## Free valence in naphthalene: bound, Gauss rule or purification

**Conventions.** Hückel energies are $\alpha+x\beta$ with $\beta<0$, where $x$ is an eigenvalue of the adjacency matrix $A$ ($n$ atoms, $E$ bonds). $P$ has diagonal $q_r$ and off-diagonal $p_{rs}$; $N_r=\sum_{s\sim r}p_{rs}$ runs over the $d_r$ neighbours. Work counts multiply-adds.

**Statement.** $\sum_{s\ne r}p_{rs}^2\le q_r(2-q_r)\le1$, the first an equality for closed shells. Hence $N_r\le\sqrt{d_r}$, and $F_r=\sqrt3-N_r\ge0$ for $d_r\le3$. In naphthalene, Gauss rules extending this bound are cheapest for C1 ($\alpha$ position) and C2 ($\beta$ position); purification wins for ten sites computed without symmetry.

**Proof.** For occupations $0\le n_k\le2$ and orbitals $c_k$,
$$[P(2-P)]_{rr}=q_r(2-q_r)-\sum_{s\neq r}p_{rs}^2=\sum_k n_k(2-n_k)c_{rk}^2\ge0 .$$
Cauchy–Schwarz gives $N_r^2\le d_r\sum_{s\sim r}p_{rs}^2\le d_r$. The centre of trimethylenemethane reaches $\sqrt3$.

**Exact answer.** A neutral closed-shell alternant has $P=1+\operatorname{sgn}A$, so $N_r=|A|_{rr}=\sum_k c_{rk}^2\sqrt{y_k}$ with $y=x^2$. Two mirror planes split $A$ into $\begin{pmatrix}0&1\\1&\pm1\end{pmatrix}$ on (C1, C2) and $\begin{pmatrix}0&1&\sqrt2\\1&\pm1&0\\\sqrt2&0&\pm1\end{pmatrix}$ on (C1, C2, bridge), with $|x|=(\sqrt5\pm1)/2,\ 1,\ (\sqrt{13}\pm1)/2$. C1 and C2 carry weight $1/4$ per block, and the eigenvectors give
$$N_1=\tfrac1{\sqrt5}+\tfrac3{\sqrt{13}},\qquad N_2=\tfrac13+\tfrac3{2\sqrt5}+\tfrac7{6\sqrt{13}},$$
so the model's values are $F_1=0.4528$ and $F_2=0.4043$.

**Gauss rule, $k$ nodes.** Lanczos recursion from site $r$ yields the $k$-point rule $G_k$ for $\sqrt y$ under the weights $c_{rk}^2$. The single node of $G_1$ is the mean $(A^2)_{rr}=d_r$, so $G_1$ is the bound. The remainder is a positive multiple of the $2k$-th derivative of $\sqrt y$, which is negative, so $G_k\ge N_r$. Exactness to degree $2k-1$ limits the error to twice the best polynomial error. The branch point $y=0$ makes that fall as $\rho^{-2k}$ (Bernstein ellipse), $\rho=(x_{\max}+x_{\min})/(x_{\max}-x_{\min})$ over $|x|$; here $\rho^{-2}=0.33$. The fall is faster because $G_k$ is exact once $k$ equals the number of distinct $y$ with weight: 4, 5, 3 for C1, C2, bridge. Each of $2k-1$ steps acts on one sublattice ($m=n/2=5$, $E=11$) and costs $E+3m=26$. Nodes and weights add an assumed $10k^2$, so $W=26(2k-1)+10k^2$ per site; $k=1$ is free. Memory is $n+2k-1$ numbers plus the bond list. In large sheets step $i$ reaches $O(i^2)$ atoms, so $W=O(k^3)$ regardless of $n$.

**Purification, $j$ steps.** With $B$ the $m\times m$ sublattice block of $A$, iterate $X\to X(3-X^TX)/2$ (Newton–Schulz) from $B/2$ and read $N_r\approx(BX^T)_{rr}$ on the row sublattice, $(B^TX)_{rr}$ on the other. Singular values map as $s\to s(3-s^2)/2$. Since $|x|\le3$, they lie in $(0,1]$ after one step, so $N_r$ is underestimated. Small $s$ grows by $3/2$ per step, then $e=1-s\to e^2(3-e)/2$; error $\epsilon$ needs $j=O(\ln x_{\min}^{-1}+\ln\ln\epsilon^{-1})$. A dense step costs $2m^3+m^2=275$ for all sites together, with memory $3m^2=75$.

| Method | Work (C1+C2) | Error in $F_1$ | Error in $F_2$ |
|---|---|---|---|
| bound, $k=1$ | 0 | $-0.135$ | $-0.0865$ |
| $k=2$ | 236 | $-0.0226$ | $-0.0137$ |
| $k=3$ | 440 | $-0.0015$ | $-0.0020$ |
| $k=4$ | 684 | 0 | $-1.2\times10^{-4}$ |
| $k=4$ (C1), 5 (C2) | 826 | 0 | 0 |
| $j=3$ | 825 | $0.0415$ | $0.0239$ |
| $j=4$ | 1100 | $0.0104$ | $0.0043$ |
| $j=5$ | 1375 | $7.2\times10^{-4}$ | $2.7\times10^{-4}$ |
| $j=6$ | 1650 | $3.4\times10^{-6}$ | $1.3\times10^{-6}$ |

**Cheapest for an accuracy (C1+C2).** Tolerance $0.15$: the bound, though it gives $F=0.318$ at both sites and misses their difference $0.0485$. Tolerance $0.03$: $k=2$, which orders them correctly. Tolerance $0.003$: $k=3$. Tolerance $10^{-5}$: the exact rule, 826 against 1650.

**Best inside a budget (C1+C2).** 300: $k=2$. 500: $k=3$. 1000: the exact rule, where purification affords only $j=3$.

**All ten sites.** Without symmetry, tolerance $10^{-5}$ costs 3744 by Gauss rules (1924 even without the assumed term) against 1650, so purification wins. A budget of 1700 buys $j=6$, or only $k=2$ (1180, worst error $0.0226$). Computing just the three inequivalent sites costs 1046 and restores the Gauss rule.